# Charged particle in a uniform magnetic field: propagator, fluctuation determinant, Landau levels and orbital moment

## 1. Premises and conventions

I take one spinless particle of mass $m$ and charge $q$ in the unbounded $xy$ plane, in a static uniform field $\mathbf B=B\hat{\mathbf z}$ with $B>0$, and use the symmetric gauge $\mathbf A=\tfrac{B}{2}(-y,\,x)$, for which $\nabla\cdot\mathbf A=0$. The Hamiltonian and Lagrangian are

$$H=\frac{(\mathbf p-q\mathbf A)^2}{2m},\qquad L=\frac m2(\dot x^2+\dot y^2)+\frac{m\omega}{2}(x\dot y-y\dot x),\qquad \omega=\frac{qB}{m}. \tag{1}$$

I keep $\omega$ signed, so that one formula serves both signs of charge, and write $\omega_c=|\omega|$. The object wanted is $K(\mathbf r_b,\mathbf r_a;T)=\langle\mathbf r_b|e^{-iHT/\hbar}|\mathbf r_a\rangle$. With $z=x+iy$ one has $x\dot y-y\dot x=\mathrm{Im}(\bar z\dot z)$, so

$$L=\frac m2|\dot z|^2+\frac{m\omega}{2}\,\mathrm{Im}(\bar z\dot z). \tag{2}$$

Abbreviations: $\theta=\omega T/2$, $\Delta=z_b-z_a$.

## 2. Time slicing

I cut $T$ into $N$ steps $\epsilon=T/N$ and need the matrix element of $H$ between neighbouring points $\mathbf r$ and $\mathbf r'$. The cross term gives $\langle\mathbf r'|\mathbf p\cdot\mathbf A+\mathbf A\cdot\mathbf p|\mathbf r\rangle=[\mathbf A(\mathbf r)+\mathbf A(\mathbf r')]\cdot\langle\mathbf r'|\mathbf p|\mathbf r\rangle$. Because $\mathbf A$ is linear in position, the bracket is exactly $2\mathbf A(\bar{\mathbf r})$ with $\bar{\mathbf r}$ the midpoint. The term $\mathbf A^2$ is diagonal in position, so it may be taken at the midpoint too. To first order in $\epsilon$,

$$\langle\mathbf r'|e^{-i\epsilon H/\hbar}|\mathbf r\rangle\simeq\int\!\frac{d^2p}{(2\pi\hbar)^2}\exp\frac{i}{\hbar}\Big[\mathbf p\cdot(\mathbf r'-\mathbf r)-\frac{\epsilon\,(\mathbf p-q\mathbf A(\bar{\mathbf r}))^2}{2m}\Big].$$

Shifting $\mathbf p\to\mathbf p+q\mathbf A(\bar{\mathbf r})$ leaves the free Gaussian times the phase $q\mathbf A(\bar{\mathbf r})\cdot(\mathbf r'-\mathbf r)/\hbar$. Multiplying out, $\mathbf A(\bar{\mathbf r})\cdot(\mathbf r'-\mathbf r)=\tfrac B2(xy'-x'y)=\tfrac B2\mathrm{Im}(\bar zz')$. The start point or the end point would give the same value, since $\mathbf A(\mathbf d)\cdot\mathbf d=0$ for every vector $\mathbf d$; in this gauge the slicing has no ordering ambiguity. Hence

$$K=\lim_{N\to\infty}\Big(\frac{m}{2\pi i\hbar\epsilon}\Big)^{N}\int\prod_{k=1}^{N-1}d^2z_k\;e^{iS_N/\hbar},\qquad S_N=\sum_{k=0}^{N-1}\Big[\frac{m}{2\epsilon}|z_{k+1}-z_k|^2+\frac{m\omega}{2}\mathrm{Im}(\bar z_kz_{k+1})\Big], \tag{3}$$

with $z_0=z_a$, $z_N=z_b$. That the first-order kernels compose to the exact one I take on trust here and verify in section 5.

$S_N$ is quadratic. I write $z_k=z_k^{\rm cl}+\zeta_k$, with $z^{\rm cl}$ the stationary point of $S_N$ and $\zeta_0=\zeta_N=0$. The terms linear in $\zeta$ vanish by stationarity and nothing beyond second order exists, so $S_N[z]=S_N[z^{\rm cl}]+S_N[\zeta]$ exactly. The second piece does not know the end points. As $N\to\infty$ the first tends to the continuum classical action, and

$$K=F(T)\,e^{iS_{\rm cl}/\hbar}. \tag{4}$$

## 3. Classical action

Using $\mathrm{Im}\,w=\mathrm{Re}(-iw)$ and one integration by parts, the action of (2) is

$$S=\frac m2\mathrm{Re}(\bar z\dot z)\Big|_0^T+\frac m2\int_0^T\!dt\;\mathrm{Re}\big[\bar z\,(-\ddot z-i\omega\dot z)\big]. \tag{5}$$

The Euler–Lagrange equations of (1) are $\ddot x=\omega\dot y$, $\ddot y=-\omega\dot x$, that is $\ddot z=-i\omega\dot z$. On a classical path the integral in (5) therefore vanishes and only the boundary term survives. The general solution is $z=c+d\,e^{-i\omega t}$, a circle run clockwise (seen from $+z$) for $q>0$. The end conditions give $\Delta=d(e^{-2i\theta}-1)=-2id\,e^{-i\theta}\sin\theta$, so for $\sin\theta\neq0$

$$d=\frac{i\Delta\,e^{i\theta}}{2\sin\theta},\qquad \dot z_a=-i\omega d=\frac\omega2\Delta(\cot\theta+i),\qquad \dot z_b=-i\omega d\,e^{-2i\theta}=\frac\omega2\Delta(\cot\theta-i). \tag{6}$$

Inserting these,

$$S_{\rm cl}=\frac m2\mathrm{Re}(\bar z_b\dot z_b-\bar z_a\dot z_a)=\frac{m\omega}{4}\mathrm{Re}\big[\cot\theta\,|\Delta|^2-i(\bar z_b+\bar z_a)(z_b-z_a)\big].$$

The last product is $|z_b|^2-|z_a|^2+\bar z_az_b-\bar z_bz_a$, whose imaginary part is $2\,\mathrm{Im}(\bar z_az_b)=2(x_ay_b-x_by_a)$. So

$$S_{\rm cl}=\frac{m\omega}{4}\Big[\cot\theta\,|\mathbf r_b-\mathbf r_a|^2+2(x_ay_b-x_by_a)\Big]. \tag{7}$$

For $\theta\to0$ the first term is the free action $m|\Delta|^2/2T$. The second equals $q\int\mathbf A\cdot d\mathbf r$ along the straight chord from $a$ to $b$, which fixes its sign independently.

## 4. Fluctuation determinant

**Sliced form.** Put $a=\omega\epsilon/2$ and $w_k=\bar\zeta_k\zeta_{k+1}$. Then $\tfrac{m\omega}{2}\mathrm{Im}\,w_k=\tfrac{m}{2\epsilon}(-ia\,w_k+ia\,\bar w_k)$, and

$$S_N[\zeta]=\frac{m}{2\epsilon}\,\zeta^\dagger\mathsf M\,\zeta,\qquad \mathsf M_{kk}=2,\quad \mathsf M_{k,k+1}=-(1+ia),\quad \mathsf M_{k+1,k}=-(1-ia),$$

a Hermitian tridiagonal matrix of size $N-1$. A unitary change of variables has unit Jacobian and diagonalises $\mathsf M$ with real eigenvalues $\mu_j$. For each complex mode, with $\kappa=m\mu_j/2\hbar\epsilon$ and a damping $\eta\to0^+$,

$$\int d^2\zeta\,e^{(i\kappa-\eta)|\zeta|^2}=\pi\int_0^\infty\!ds\,e^{(i\kappa-\eta)s}=\frac{\pi}{\eta-i\kappa}\to\frac{i\pi}{\kappa}=\frac{2\pi i\hbar\epsilon}{m\mu_j}.$$

This holds for either sign of $\mu_j$. No square root appears, because each complex mode is two real ones with the same eigenvalue, and so no branch has to be chosen. Against the measure in (3), $N-1$ factors cancel:

$$F_N=\frac{m}{2\pi i\hbar\,\epsilon D_{N-1}},\qquad D_n=\det\mathsf M\ \text{of size } n. \tag{8}$$

Expanding along the last row and then the last column gives $D_n=2D_{n-1}-(1+a^2)D_{n-2}$, with $D_0=1$, $D_1=2$; the factor $1+a^2$ is the product of the two off-diagonal entries. The characteristic equation $\rho^2-2\rho+1+a^2=0$ has roots $1\pm ia$, and the solution that meets both starting values is

$$D_n=\frac{(1+ia)^{n+1}-(1-ia)^{n+1}}{2ia}. \tag{9}$$

At $n=N-1$, with $a=\theta/N$, this is $D_{N-1}=(1+a^2)^{N/2}\sin(N\arctan a)/a$. As $N\to\infty$ the modulus factor tends to 1 and the angle to $\theta$, so $\epsilon D_{N-1}\to(2/\omega)\sin\theta=T\sin\theta/\theta$, and

$$F(T)=\frac{m}{2\pi i\hbar T}\,\frac{\theta}{\sin\theta}. \tag{10}$$

**Mode form.** I want to see the same factor in the continuum spectrum. By (5) the fluctuation operator is $\mathcal O=-\partial_t^2-i\omega\partial_t$ on functions vanishing at $0$ and $T$. Put $\zeta=e^{-i\omega t/2}\xi$, which keeps both the norm and the boundary conditions. Then $\dot\zeta=e^{-i\omega t/2}(\dot\xi-\tfrac{i\omega}{2}\xi)$ and $\ddot\zeta=e^{-i\omega t/2}(\ddot\xi-i\omega\dot\xi-\tfrac{\omega^2}{4}\xi)$, so $\mathcal O\zeta=e^{-i\omega t/2}(-\ddot\xi-\tfrac{\omega^2}{4}\xi)$. In the frame turning at half the cyclotron frequency the particle is an isotropic oscillator of frequency $\omega_c/2$. The eigenvalues are $(n\pi/T)^2-\omega^2/4$, $n=1,2,\dots$, each for one complex mode. The ratio to the free determinant converges, and Euler's product for the sine gives

$$\frac{F}{F_{\rm free}}=\prod_{n=1}^\infty\Big(1-\frac{\theta^2}{n^2\pi^2}\Big)^{-1}=\frac{\theta}{\sin\theta},$$

which is (10). This route assumes that the normalisation of the measure is independent of $B$; the sliced calculation is what shows it.

## 5. The propagator and its checks

From (4), (7) and (10),

$$K=\frac{m}{2\pi i\hbar T}\,\frac{\omega T/2}{\sin(\omega T/2)}\exp\Big\{\frac{im\omega}{4\hbar}\Big[\cot\frac{\omega T}{2}\,|\mathbf r_b-\mathbf r_a|^2+2(x_ay_b-x_by_a)\Big]\Big\}. \tag{11}$$

The prefactor and the cotangent term are even in $\omega$. Only the last phase changes sign with the charge; for an electron, $q=-e$, it is $-m\omega_c(x_ay_b-x_by_a)/2\hbar$.

*Schrödinger equation.* For $K=F(T)e^{iS_{\rm cl}/\hbar}$ and $\nabla\cdot\mathbf A=0$ one has $(\mathbf p-q\mathbf A)^2K=[(\nabla S_{\rm cl}-q\mathbf A)^2-i\hbar\nabla^2S_{\rm cl}]K$, all at $\mathbf r_b$. The equation $i\hbar\partial_TK=HK$ is satisfied if $-\partial_TS_{\rm cl}=(\nabla S_{\rm cl}-q\mathbf A)^2/2m$ and $\dot F/F=-\nabla^2S_{\rm cl}/2m$. In complex notation $\nabla S_{\rm cl}=\tfrac{m\omega}{2}(\cot\theta\,\Delta+iz_a)$ and $q\mathbf A=\tfrac{m\omega}{2}iz_b$. Their difference is $\tfrac{m\omega}{2}(\cot\theta-i)\Delta$, which is $m\dot z_b$ of (6), and its squared modulus over $2m$ is $m\omega^2|\Delta|^2/8\sin^2\theta$. Differentiating (7) gives $-\partial_TS_{\rm cl}=\tfrac{m\omega}{4}\cdot\tfrac{\omega}{2}|\Delta|^2/\sin^2\theta$, the same. Next, $\nabla^2S_{\rm cl}=m\omega\cot\theta$, while $F\propto1/\sin\theta$ gives $\dot F/F=-\tfrac\omega2\cot\theta$, as required. For $T\to0$, (11) becomes the free kernel, which tends to $\delta^2(\mathbf r_b-\mathbf r_a)$, times a phase equal to 1 at coincident points. Equation and initial condition determine $K$, so the trust placed in (3) was justified.

*Van Vleck form.* The matrix $-\partial^2S_{\rm cl}/\partial r_b^i\partial r_a^j$ is $\tfrac{m\omega}{2}\begin{pmatrix}\cot\theta&1\\-1&\cot\theta\end{pmatrix}$, with determinant $(m\omega/2\sin\theta)^2$. Its root divided by $2\pi\hbar$ is $|F|$.

*Caustics.* At $\omega_cT=2\pi n$ the $n$-th eigenvalue of $\mathcal O$ passes through zero: every orbit leaving $\mathbf r_a$ is back there, whatever its velocity. Put $T=2\pi/\omega_c+\tau$ with small $\tau$ of either sign. Then $\omega/2\sin\theta\to-1/\tau$ and $\tfrac{\omega}{4}\cot\theta\to1/2\tau$, so $K$ tends to minus the free kernel for time $\tau$, that is to $-\delta^2(\mathbf r_b-\mathbf r_a)$, from both sides. Formula (11) thus continues through the caustic as it stands. The sign change of $\sin\theta$ is the phase $e^{-i\pi/2}$ taken once for each of the two real modes that turned negative.

*Gauge.* Under $\mathbf A\to\mathbf A+\nabla\chi$ the Lagrangian gains $q\,d\chi/dt$ and $K$ is multiplied by $e^{iq[\chi(\mathbf r_b)-\chi(\mathbf r_a)]/\hbar}$. The diagonal is unchanged.

*Third dimension.* Motion along $\mathbf B$ is free and separates, so it multiplies (11) by the one-dimensional free kernel, which does not depend on $B$.

## 6. Density matrix, partition function, Landau levels

Since $H\ge0$, the operator $e^{-iHT/\hbar}$ is analytic in the lower half $T$ plane, and the zeros of $\sin\theta$ lie on the real axis. I set $T=-i\hbar\beta$ with $\beta=1/k_BT_e$, $T_e$ the temperature. Let $u=\beta\hbar\omega_c/2$ and $\ell^2=\hbar/|q|B=\hbar/m\omega_c$. With $\sin(-iu)=-i\sinh u$ and $\cot(-iu)=i\coth u$,

$$\langle\mathbf r_b|e^{-\beta H}|\mathbf r_a\rangle=\frac{1}{\lambda^2}\frac{u}{\sinh u}\exp\Big[-\frac{\coth u}{4\ell^2}|\mathbf r_b-\mathbf r_a|^2+\frac{i\,\mathrm{sgn}(q)}{2\ell^2}(x_ay_b-x_by_a)\Big], \tag{12}$$

where $\lambda^2=2\pi\hbar^2\beta/m$ is the squared thermal wavelength and $u=\lambda^2/4\pi\ell^2$. The magnetic phase stays a phase in imaginary time. Written as $e^{-|\Delta|^2/2\sigma^2}$, the modulus has the coherence length $\sigma=\ell\sqrt{2\tanh u}$, against the field-free $\sigma_0=\ell\sqrt{2u}=\hbar\sqrt{\beta/m}$. On cooling $\sigma_0$ grows without bound, while $\sigma$ saturates at $\sqrt2\,\ell$.

The diagonal of (12) is independent of position. For an area $\mathcal A$, edges ignored,

$$Z=\frac{\mathcal A}{\lambda^2}\frac{u}{\sinh u},\qquad \frac{Z}{Z_0}=\frac{u}{\sinh u}. \tag{13}$$

The path integral explains why $Z<Z_0$. In imaginary time each closed path carries a positive weight times $e^{iq\Phi/\hbar}$, with $\Phi$ the flux through it. Reversing a path keeps the weight and flips $\Phi$, so $Z/Z_0=\langle\cos(q\Phi/\hbar)\rangle\le1$. Orbital response of a single spinless particle raises the free energy.

Now $u/\lambda^2=m\omega_c/4\pi\hbar=|q|B/2h$, and $1/(2\sinh u)=e^{-u}/(1-e^{-2u})$ is a geometric series:

$$\frac{Z}{\mathcal A}=\frac{|q|B}{h}\sum_{n=0}^\infty e^{-\beta\hbar\omega_c(n+1/2)}. \tag{14}$$

$Z/\mathcal A$ is the Laplace transform in $\beta$ of the density of states per area, and that transform is unique. The spectrum therefore consists of the Landau levels $E_n=\hbar\omega_c(n+\tfrac12)$, each with $|q|B/h=1/2\pi\ell^2$ states per unit area, one per flux quantum $h/|q|$. The operator algebra agrees on the energies: $\boldsymbol\Pi=\mathbf p-q\mathbf A$ obeys $[\Pi_x,\Pi_y]=i\hbar qB$, so $H=(\Pi_x^2+\Pi_y^2)/2m$ is an oscillator of frequency $\omega_c$. The caustic value follows too, since $e^{-2\pi i(n+1/2)}=-1$ for all $n$. For $u\gg1$, (12) tends to $e^{-u}$ times $(2\pi\ell^2)^{-1}\exp[-|\Delta|^2/4\ell^2+\text{phase}]$, the projector on the lowest level.

## 7. Orbital moment

For $N_p$ independent particles with Boltzmann statistics the partition function is $Z^{N_p}/N_p!$, so the moment per particle along $\mathbf B$ is $M=\beta^{-1}\partial\ln Z/\partial B$ at fixed area and temperature. Define $\mu^*=|q|\hbar/2m$, so that $u=\beta\mu^*B$ and $\partial u/\partial B=\beta\mu^*$. From (13), $\partial_u(\ln u-\ln\sinh u)=1/u-\coth u$, hence

$$M=-\mu^*\Big(\coth u-\frac1u\Big). \tag{15}$$

This is minus the Langevin function, and it is diamagnetic for either sign of charge. Form (14) identifies the two terms. The rise of the levels gives $-\langle\partial E_n/\partial B\rangle=-2\mu^*\langle n+\tfrac12\rangle=-\mu^*\coth u$. The growth of the degeneracy with $B$ gives $+k_BT_e/B=\mu^*/u$. For small $u$ the two nearly cancel,

$$M=-\mu^*\Big(\frac u3-\frac{u^3}{45}+\dots\Big)\simeq-\frac{\mu^{*2}B}{3k_BT_e},$$

which is of order $\hbar^2$ and vanishes classically, as the Bohr–van Leeuwen theorem demands. For large $u$, $M\to-\mu^*+k_BT_e/B$.

## 8. Range of validity

For the Hamiltonian (1), results (11) and (12) are exact for all $B$, $T$ and $\beta$, (11) being read as a distribution at the caustics. The limits lie in the premises.

*Edges.* Equation (13) drops terms proportional to the perimeter, so the sample must be much wider than $\sigma$ and $\lambda$. The uniform bulk state carries no current density; the moment (15) resides in currents along the boundary, and the derivative of the area term of $\ln Z$ counts it without resolving them.

*Statistics.* The levels and their degeneracy are single-particle facts. Formula (15) needs in addition small occupations, in three dimensions $n\ll N_c=2/\lambda^3$ for carrier density $n$ (the 2 counts spin) when $u$ is of order one.

*Effective mass.* For a band electron $m$ is the band-edge mass $m^*$. This needs an isotropic parabolic band over the occupied energies and $\ell$ far above the lattice constant. I estimate the first correction from the two-band form $E(1+E/E_g)=\varepsilon$, with $\varepsilon=\hbar\omega_c(n+\tfrac12)+p_z^2/2m^*$ and spin left out. To first order $E=\varepsilon-\varepsilon^2/E_g$. The spacing of the two lowest levels at $p_z=0$ is then $\hbar\omega_c-(\hbar\omega_c)^2(\tfrac94-\tfrac14)/E_g=\hbar\omega_c(1-2\hbar\omega_c/E_g)$. Also $\delta\ln Z=\beta\langle\varepsilon^2\rangle/E_g$ with $\langle\varepsilon^2\rangle=\partial_\beta^2Z/Z$. In three dimensions the $\beta$ dependence of $Z$ is $\beta^{-1/2}/\sinh u$, which gives $\beta^2\langle\varepsilon^2\rangle=f(u)+\tfrac34$ and

$$\delta M=\mu^*\frac{k_BT_e}{E_g}f'(u),\qquad f(u)=u^2\Big(\coth^2u+\frac{1}{\sinh^2u}\Big)+u\coth u. \tag{16}$$

For small $u$, $f'\simeq4u/3$ and $\delta M/M\simeq-4k_BT_e/E_g$.

*Spin.* A Zeeman term with factor $g^*$ commutes with (1) and multiplies $Z$ by $2\cosh v$, $v=\beta|g^*|\mu_BB/2$. It adds

$$M_s=\tfrac12|g^*|\mu_B\tanh v. \tag{17}$$

With $\mu^*=\mu_Bm_e/m^*$ one has $v/u=|g^*|m^*/2m_e$, and in weak fields $M_s/|M|=3(v/u)^2$.

*Scattering and interactions.* Sharp levels and the refocusing at $T=2\pi/\omega_c$ need $\omega_c\tau_s\gg1$ for a scattering time $\tau_s$, which is $\mu_eB\gg1$ in terms of the mobility $\mu_e=e\tau_s/m^*$. Coulomb energies among carriers and towards donors must be small against $k_BT_e$.

## 9. Numbers for conduction electrons in InSb at 1 T

I use $m^*=0.014\,m_e$, a two-figure rounding of the compiled $\Gamma$-valley mass $0.0135\,m_e$ at 0 K (Vurgaftman 2001), and $B=1$ T. I choose $T_e=77$ K and $n=10^{20}\ \mathrm{m^{-3}}$ as illustrative conditions.

| quantity | value |
|---|---|
| $\omega_c=eB/m^*$ | $1.256\times10^{13}\ \mathrm{s^{-1}}$ |
| first caustic $2\pi/\omega_c$ | 0.500 ps |
| $\hbar\omega_c$ | 8.27 meV |
| $\ell$ | 25.7 nm |
| $eB/h$ | $2.418\times10^{14}\ \mathrm{m^{-2}}$ |
| $\mu^*$ | $71.4\,\mu_B$ |
| $k_BT_e$ | 6.635 meV |
| $\lambda$ | 71.8 nm |
| $u$ | 0.623 |
| $Z/Z_0$ | 0.938 |
| weight of $n=0$, $1-e^{-2u}$ | 0.712 |
| $\sigma$ and $\sigma_0$ | 27.0 nm and 28.6 nm |

Here $\coth u=1.8074$ and $1/u=1.6049$, and their difference before rounding is 0.2025. Equation (15) gives the model's orbital moment $M=-14.5\,\mu_B$ per electron; the weak-field term alone would give $-14.8\,\mu_B$. With the unrounded mass $0.0135\,m_e$ the moment is $-15.5\,\mu_B$, so the third figure belongs to the model only.

The premises, one by one. $N_c=5.4\times10^{21}\ \mathrm{m^{-3}}$ and $n/N_c=0.0185$, so Boltzmann statistics serve. The lattice constant, typically about 0.65 nm, is far below $\ell$. With the compiled static dielectric constant 17.9 (300 K, Rakita 2019), the Coulomb energy at the spacing $n^{-1/3}=215$ nm is 0.37 meV, and the zero-field hydrogenic donor energy $\mathrm{Ry}\,(m^*/m_e)/17.9^2$ is 0.59 meV. The field deepens the donor level, but a binding several times larger would still lie below $k_BT_e$. A mobility of some tens of $\mathrm{m^2\,V^{-1}\,s^{-1}}$, typical of lightly doped material at this temperature, makes $\omega_c\tau_s$ some tens.

Two neglected terms are not small. With the compiled gap $E_g=0.235$ eV (0 K, Vurgaftman 2001), $2\hbar\omega_c/E_g=0.070$ and the lowest spacing drops to about 7.7 meV. In (16), $k_BT_e/E_g=0.028$ and $f'(u)=0.93$, so $\delta M\approx+1.9\,\mu_B$, a fraction 0.13 of $|M|$; the next order is smaller by a further few $k_BT_e/E_g$. For spin I take $|g^*|\approx50$ as a typical input. The Zeeman splitting is 2.9 meV, $v/u=0.35$, $v=0.218$, and (17) gives $M_s=+5.4\,\mu_B$, which cancels a fraction 0.37 of the orbital moment and leaves $-9.1\,\mu_B$. Adding $\delta M$, without the cross terms between spin and non-parabolicity, brings the estimate to about $-7\,\mu_B$.

So the spinless parabolic model gives the level spacing to within a tenth, and the level degeneracy per spin independently of $m^*$, but its $-14.5\,\mu_B$ overstates the net diamagnetic moment of a conduction electron in InSb, which by these estimates is half to two thirds of it. At this density the model's orbital magnetisation is $nM=-0.013\ \mathrm{A\,m^{-1}}$, or $\mu_0nM/B=-1.7\times10^{-8}$. That justifies taking $B$ as the applied field, and it lies far below the diamagnetic susceptibility of the host crystal, typically of order $-10^{-5}$ in SI units.